## The local-band-edge assumption and its first quantum correction

Measure energies from the mean conduction-band edge. Let $V(\mathbf r)$ be Gaussian with zero mean and correlator $W(r)=\langle V(0)V(\mathbf r)\rangle$, $W(0)=\sigma^2$, and let $\beta=1/kT$. The classical result,
$$\mu=kT\ln\frac{n}{N_c}-\frac{\sigma^2}{2kT},\qquad \ln\frac{N_c}{n}>\frac{\beta^2\sigma^2}{2},$$
follows from $n=N_c e^{\beta\mu}\langle e^{-\beta V}\rangle$. Conduction is activated by $V_p-\mu$, where $V_p=0$ in 2D by symmetry and $V_p\approx-1.0\,\sigma$ in 3D (volume fraction about 0.16). The factor $e^{-\beta V(\mathbf r)}$ assumes that the electron feels the potential at one point.

### Dropping the assumption

For nondegenerate electrons in a parabolic band, $n=(2/\Omega)e^{\beta\mu}\langle{\rm Tr}\,e^{-\beta H}\rangle$ in volume $\Omega$. Write the trace as an average $E$ over closed free-particle paths $\mathbf r(t)$, $0\le t\le1$. The Gaussian average is then exact:
$$n=N_ce^{\beta\mu}\,E\exp\Big[\frac{\beta^2}{2}\int_0^1\!\!\int_0^1 W(|\mathbf r(t)-\mathbf r(t')|)\,dt\,dt'\Big],$$
with $N_c=2/\lambda^3$ and $\lambda=h/\sqrt{2\pi mkT}$. Setting $W=\sigma^2$ restores the classical formula.

For $N$ independent singly charged centres per volume, each with potential $\pm(e'^2/r)e^{-r/r_s}$, $e'^2=e^2/4\pi\varepsilon_0\varepsilon$, the spectrum $N(4\pi e'^2)^2/(q^2+r_s^{-2})^2$ gives
$$W=\sigma^2e^{-r/r_s},\qquad \sigma^2=2\pi Ne'^4r_s .$$
The cusp at $r=0$ makes the correction linear in $\lambda$. Path points separated by $u=|t-t'|$ have a Gaussian displacement of variance $a^2=\lambda^2u(1-u)/2\pi$ per component, so $E\,r=\sqrt{8/\pi}\,a$ and $E\,r^2=3a^2$. Symmetry under $u\to1-u$ reduces the double integral to $\int_0^1du$. With $\int_0^1\sqrt{u(1-u)}\,du=\pi/8$, the averages are $\overline r=\lambda/4$ and $\overline{r^2}=\lambda^2/4\pi$. The first cumulant yields
$$\mu=kT\ln\frac{n}{N_c}-\frac{\sigma^2}{2kT}\Big[1-\frac{\lambda}{4r_s}+\frac{\lambda^2}{8\pi r_s^2}-\dots\Big].$$
With $\ell=\beta e'^2$ and ${\rm Ry}^*=me'^4/2\hbar^2$, the leading shift at fixed $n$ is
$$\beta\,\delta\mu=\frac{\pi}{4}N\ell^2\lambda=\frac14N\lambda^3\beta{\rm Ry}^* .$$
The screening length cancels, because the cusp comes from the unscreened $q^{-4}$ tail.

### Semi-insulating GaAs at 300 K

Take the compiled values $m=0.067\,m_e$ (0 K, Vurgaftman 2001, used unchanged) and $\varepsilon=12.87$ (Rakita 2019). Then $kT=25.85$ meV, $\lambda=16.6$ nm, $N_c=4.35\times10^{17}$ cm$^{-3}$, $\ell=4.33$ nm and ${\rm Ry}^*=5.50$ meV. As typical inputs assume $1\times10^{16}$ cm$^{-3}$ EL2 deep donors, $2\times10^{15}$ cm$^{-3}$ carbon acceptors and $n\approx10^7$ cm$^{-3}$. Neutrality ionises a fraction $f=0.2$ of EL2, so $N=4\times10^{15}$ cm$^{-3}$. Linear screening by recharging EL2 involves $N_{\rm eff}=N_{\rm EL2}f(1-f)=1.6\times10^{15}$ cm$^{-3}$, and $r_s=(4\pi\ell N_{\rm eff})^{-1/2}=107$ nm. The independent-centre model gives $\sigma=5.8$ meV and $\sigma^2/2kT=0.65$ meV. Nondegeneracy holds amply: $\ln(N_c/n)=24.5$ against $\beta^2\sigma^2/2=0.025$.

Here $\lambda/4r_s=0.039$, so $\delta\mu=0.025$ meV. Since EL2 pins $\mu$, the effect appears instead as a fractional fall of $n$ by $9.8\times10^{-4}$.

### Neglected terms

The quadratic term is $\lambda/2\pi r_s=2.5\%$ of the linear one. The path-averaged separation has variance at most $\overline{r^2}-\overline r^{\,2}$, which bounds the second cumulant at $\beta^2\sigma^2(\lambda/r_s)(1/4\pi-1/16)=1.3\times10^{-4}$ of the linear term.

Non-Gaussian terms are larger. Odd orders in $e'^2$ cancel between equal numbers of donors and acceptors. The even orders above the second, quoted from the two-body Coulomb problem, add to $\ln n$ the Planck–Larkin sum
$$\frac N2\lambda^3\sum_{j=1}^{\infty}j^2\Big(e^{x/j^2}-1-\frac{x}{j^2}\Big)\approx\frac N4\lambda^3\zeta(2)x^2,\qquad x=\beta{\rm Ry}^*,$$
when ionised EL2 is treated as a Coulomb centre and its deep level is counted separately. This opposes the Gaussian shift in the ratio $\zeta(2)x=0.35$ at $x=0.213$, leaving about 0.016 meV. The ratio reaches unity at 105 K, and near that temperature the Gaussian correction loses its meaning.

The calculation does not give the quantum shift of $V_p$. If $\sigma^2$ is smoothed by the same factor, $V_p$ rises by about $\sigma\lambda/8r_s=0.11$ meV, larger than $\delta\mu$ by $kT/\sigma$ and acting on $V_p-\mu$ in the opposite direction. This is an order-of-magnitude estimate only.

These numbers are the model's. Real wafers typically also carry long-wavelength inhomogeneity tied to dislocation cells, which raises $\sigma$ above the model value. Being smooth, it adds no cusp and leaves $\delta\mu$ unchanged. Both model shifts are below one per cent of $kT$, so the local-band-edge assumption is safe at room temperature.